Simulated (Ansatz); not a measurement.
Ligand exchange: CH3Br + Sn(CH3)Cl → CH3Cl + Sn(CH3)Br

Species: CH3Br (bromomethane) `CBr`, singlet; Sn(CH3)Cl, singlet; CH3Cl (chloromethane) `CCl`, singlet; Sn(CH3)Br, singlet. The partners trade Br for Cl: C–Br and Sn–Cl bonds give way to C–Cl and Sn–Br.

Shapes, held fixed at every level: PBE0-D4/def2-TZVP. Programs: Ansatz 0.2.0. The zero-point and thermal change to 298 K, harmonic and unscaled (PBE0-D4/def2-TZVP), is +1.1 kJ/mol.

Problem. Estimate ΔH(298 K) of this reaction.

Solution. The highest level, CCSD(T)/def2-TZVPP, gives ΔH(298 K) = -1.4 kJ/mol; the levels span -9.2 to -1.4. That is about zero within the method's error. The column of differences is taken from that level and isn't an error. No measured value is set beside it here. For atoms past krypton def2 sets carry core potentials with scalar relativity. Relativity is left out for Br. Outer-core shells of Br, Sn are correlated in most correlated rows, in sets that cover them unevenly.

```
                level                    kind  ΔH(298 K) (kJ/mol)  less CCSD(T)/def2-TZVPP
    PBE-D4/def2-TZVPP                     GGA                -4.8                     -3.4
  B3LYP-D4/def2-TZVPP           global hybrid                -4.2                     -2.8
  BHLYP-D4/def2-TZVPP           global hybrid                -6.5                     -5.1
r2SCAN0-D4/def2-TZVPP           global hybrid                -6.1                     -4.7
   wB97X-V/def2-TZVPP  range-separated hybrid                -3.7                     -2.3
    B2PLYP/def2-TZVPP           double hybrid                -3.2                     -1.8
     CCSD(T)/def2-SVP   coupled cluster or CI                -9.2                     -7.8
   CCSD(T)/def2-TZVPP   coupled cluster or CI                -1.4                      0.0
```

The exchange is close to thermoneutral. Every level puts it slightly on the exothermic side, but the margin is too small to establish a real preference for CH3Cl and Sn(CH3)Br. Both carbon and tin bind chlorine more strongly than bromine, so the gain in forming C–Cl is largely paid back in losing Sn–Cl. Chlorine's better overlap with the compact carbon orbitals favours the products, while the more polar bond it forms with electropositive tin favours the reactants. The small net value probably reflects a near balance of these effects.

The largest sensitivity is to the basis, not the functional: coupled cluster moves from -9.2 to -1.4 kJ/mol between the two sets, a wider range than all the density functionals cover. The smaller set probably describes polarisation and correlation unevenly across the four halide bonds. With a shift of that size, the triple-zeta value can't be assumed converged, and a larger basis could still change the sign. Nothing here bears on the barrier, and so on how readily the halogens would exchange.
